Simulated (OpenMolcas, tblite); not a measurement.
**CHBrF2 (bromodifluoromethane): methods side by side**

CHBrF2 has 5 atoms, charge 0, and is taken as a singlet. SMILES: `FC(F)Br`. The coordinates come from a PBE0-D4/def2-TZVP relaxation.

Each level gives the vertical energy of the triplet above the singlet (eV). The values are calculated.

| level | kind | program | value (eV) | CPU time (all runs) |
| --- | --- | --- | --- | --- |
| GFN1-xTB | semi-empirical | tblite | 5.03 | under 2 s |
| HF/aug-cc-pVDZ | Hartree–Fock | OpenMolcas | 5.50 | 41 s |
| SVWN5/aug-cc-pVDZ | LDA | OpenMolcas | 6.03 | 1.8 min |
| revPBE/aug-cc-pVDZ | GGA | OpenMolcas | 5.87 | 2.6 min |
| M06-L/aug-cc-pVDZ | meta-GGA | OpenMolcas | 5.95 | 3.3 min |
| B3LYP/aug-cc-pVDZ | global hybrid | OpenMolcas | 5.92 | 2.2 min |

All-electron rows without a relativistic Hamiltonian named are non-relativistic. Spin-orbit coupling, which can split open shells on such heavy atoms by tenths of an eV, is left out. The values span 5.03 to 6.03 eV. Times are those of the runs behind each value, whatever else they computed, on shared processors of several kinds: orders of magnitude only.

All six levels place the triplet well above the singlet at the fixed geometry, as expected for a saturated, closed-shell halomethane. The four density functionals agree closely, from 5.87 to 6.03 eV, and show no steady progression from LDA to hybrid. Hartree–Fock lies lower at 5.50 eV, probably because it omits the opposite-spin correlation that favours the singlet, while GFN1-xTB is lower still.

The excitation is most likely from a bromine lone pair into the C–Br σ* orbital. Bromine's 4p electrons are bound less tightly than fluorine's 2p electrons, and the weaker C–Br overlap leaves its antibonding orbital lower than those of the C–F bonds. Such a triplet should be repulsive along the C–Br stretch, which suggests cleavage to a bromine atom and a CHF2 radical rather than a bound excited minimum. The vertical energy therefore includes the repulsion felt at the singlet's bond length and can't be read as the C–Br dissociation energy.
